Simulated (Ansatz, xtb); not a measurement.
ClH4OSiSn: which of two isomers lies lower

Structure I is `O[Si@H](Cl)[SnH2]`, a doublet and structure II is `O[SiH2][SnH][Cl]`, a doublet. Both are isolated molecules in the gas phase, relaxed with PBE0-D3(BJ)/def2-SVP; the shapes shown needn't be the lowest conformers.

I (Å):

```yaml
atoms:
  - { symbol: Cl, position_ang: [0.4265, 1.0238, 2.1265] }
  - { symbol: O, position_ang: [2.2854, -0.8740, 0.5511] }
  - { symbol: Si, position_ang: [0.6806, -0.4899, 0.7205] }
  - { symbol: Sn, position_ang: [-0.4393, -2.6098, 1.6280] }
  - { symbol: H, position_ang: [2.8593, -0.2037, 0.1649] }
  - { symbol: H, position_ang: [0.1367, 0.0688, -0.5555] }
  - { symbol: H, position_ang: [-2.0570, -2.2906, 2.1285] }
  - { symbol: H, position_ang: [-0.4792, -3.8791, 0.4606] }
```

II (Å):

```xyz
8

Cl   -1.5667    0.2436   -0.6612
O    -0.4613    3.3094   -0.5213
Si    1.0472    2.7160   -0.1790
Sn    0.5808    0.2131    0.4520
H    -1.1077    2.6296   -0.7716
H     1.9756    2.7290   -1.3481
H     1.6563    3.4791    0.9467
H     0.1209   -0.1301    2.0926
```

Task: Estimate E(II) − E(I) at the level CCSD(T)/def2-SVP + ΔMP2/def2-TZVPP.

Result: Not settled: CCSD(T)/def2-SVP + ΔMP2/def2-TZVPP gives E(II) − E(I) = +5.89 kJ/mol, but this leans on the basis-set step: CCSD(T) alone gives +2.17 kJ/mol.

How the difference moves with the method:

| level | geometry | E(II) − E(I) (kJ/mol) | departure from the last row (kJ/mol) | job, with rough time for the two |
| --- | --- | --- | --- | --- |
| GFN2-xTB | GFN2-xTB | −58.58 | −64.46 | optimisation, 0.19 s |
| HF/STO-3G | GFN2-xTB | +26.37 | +20.49 | single point, 1.6 s |
| r2SCAN-D4/def2-SVP | GFN2-xTB | −8.04 | −13.92 | single point, 4.8 s |
| PBE0-D3(BJ)/def2-SVP | PBE0-D3(BJ)/def2-SVP | −5.61 | −11.50 | optimisation, 2.3 min |
| HF/def2-SVP | PBE0-D3(BJ)/def2-SVP | +1.36 | −4.52 | part of the CCSD(T) run |
| MP2/def2-SVP | PBE0-D3(BJ)/def2-SVP | +5.23 | −0.66 | part of the CCSD(T) run |
| CCSD(T)/def2-SVP | PBE0-D3(BJ)/def2-SVP | +2.17 | −3.71 | single point |
| CCSD(T)/def2-SVP + ΔMP2/def2-TZVPP | PBE0-D3(BJ)/def2-SVP | +5.89 |  | single point, 48 s |

As drawn, II has 1 Cl–Sn, 1 Si–H in place of 1 Cl–Si, 1 Sn–H.

GFN2-xTB, r2SCAN-D4/def2-SVP, PBE0-D3(BJ)/def2-SVP put the two in the other order. HF/def2-SVP finds them nearly level. The largest departure from CCSD(T)/def2-SVP + ΔMP2/def2-TZVPP is that of GFN2-xTB, 64.46 kJ/mol. The last row adds to CCSD(T) the change of the MP2 difference between the two basis sets, here +3.71 kJ/mol.

With harmonic frequencies from PBE0-D3(BJ)/def2-SVP (ideal gas, rigid rotor, one conformer each, 298.15 K, 1 atm): on the last row, ΔE + ΔZPE = +10.32 kJ/mol. A mode under 50 cm⁻¹ makes harmonic enthalpies and free energies unreliable, so none is given.

Open shells are spin-unrestricted. The correlated steps freeze 15 core orbitals; the filled d shell of Sn is correlated, in a basis made for valence electrons. Atoms past krypton carry core potentials in the def2 sets, other sets are all-electron and non-relativistic, and no spin–orbit term is included. Run with Ansatz 0.2.0, xtb 6.7.1; the last row on 2 threads of Intel(R) Xeon(R) Platinum 8375C CPU @ 2.90GHz (Ice Lake) on a shared host.

The two isomers lie close together, with a slight lean towards I, because moving chlorine from silicon to tin is largely a trade of one bond preference for another. Silicon binds chlorine more strongly than tin does, which favours I, but it also holds hydrogen more strongly, which favours II, so most of the gain cancels. Both radicals keep the unpaired electron mainly on three-coordinate tin, so the radical centre itself probably decides little.

Two smaller effects pull in opposite directions. In II as drawn, the hydroxyl hydrogen points at the chlorine on tin, a weak hydrogen bond that I lacks; the energy difference is therefore not a pure measure of the bond exchange. Zero-point energy favours I, raising the difference from +5.89 to +10.32 kJ/mol, as expected when a stiffer Si–H bond replaces a softer Sn–H bond. The numbers support a near balance with I probably lower, but not a general preference of chlorine for silicon in such radicals.
